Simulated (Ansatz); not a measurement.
LiMg: energy above lowest point against volume scale

All results are calculated (Ansatz 0.2.0). Free energy against uniform scaling of the volume at fixed shape and fractions; periodic cell, basis, potentials, k mesh and filling as listed.

The cell before it is scaled or strained (space group P-6m2, No. 187):
```
CELL_PARAMETERS angstrom
3.10850 0.00000 0.00000
-1.55430 2.69200 0.00000
0.00000 0.00000 5.02550
ATOMIC_POSITIONS crystal
Li 0.00000 0.00000 0.00000
Mg 0.66667 0.33333 0.50000
```

Settings of every row: functional r2SCAN; dispersion none; potentials PAW; wave cutoff 517.02 eV; density cutoff 2068.1 eV; k mesh 11x11x6; k shift 0x0x0; occupations fermi dirac; smearing width 0.05 eV; spin none.

Limits: coarse k mesh, up to 40 meV an atom off; the cell comes from a prototype or a list of computed structures and needn't be the stable phase.

```
row  volume scale  V (Å³/atom)  energy above lowest point (meV/atom)
  1           0.9       18.924                                  24.9
  2         0.925        19.45                                  14.3
  3          0.95       19.976                                   6.8
  4         0.975       20.501                                     ?
  5             1       21.027                                     0
  6         1.025       21.553                                     0
  7          1.05       22.078                                   2.1
  8         1.075       22.604                                   5.9
  9           1.1        23.13                                  11.2
```

Question: what energy above lowest point should row 4 give?

Worked fit of energy above lowest point. Take u = (V_r/V)^(2/3) − 1 with V_r = 21.29 Å³ an atom, which is twice the finite (Eulerian) strain; such expansions in the strain, on which the Birch-Murnaghan equation of state is built, carry the rest volume and the bulk modulus. The shown rows have u = 0.0817, 0.06211, 0.04339, 0.00832, -0.00815, -0.02394, -0.03914, -0.05376. Least squares give energy above lowest point = −0.23 − 5.7 × u + 3842 × u² meV/atom; a straight line predicts inner rows, each left out in turn, worse (root mean square 5.8 against 0.059 meV/atom). The rows lie off it by 0.0, 0.1, 0.0, 0.0, -0.1, 0.0, 0.0, 0.0. Its lowest point lies at u = 0.0007, or V = 21.27 Å³ an atom, and the curvature there gives the bulk modulus at fixed shape and fractions, B = (4/9)(1 + u)² E″(u)/V = 25.8 GPa. Letting shape and atoms relax would as a rule lower it, by much in layered, chain or molecular crystals. The withheld row has u = 0.0255, so the fit gives −0.23 − 5.7 × (0.0255) + 3842 × (0.0255)² = 2.1 meV/atom.

The calculation gave 2.2 meV/atom. The fit lies 0.1 meV/atom (4.5 % of the value, 0.4 % of the column's range) below it, one unit of the last digit.
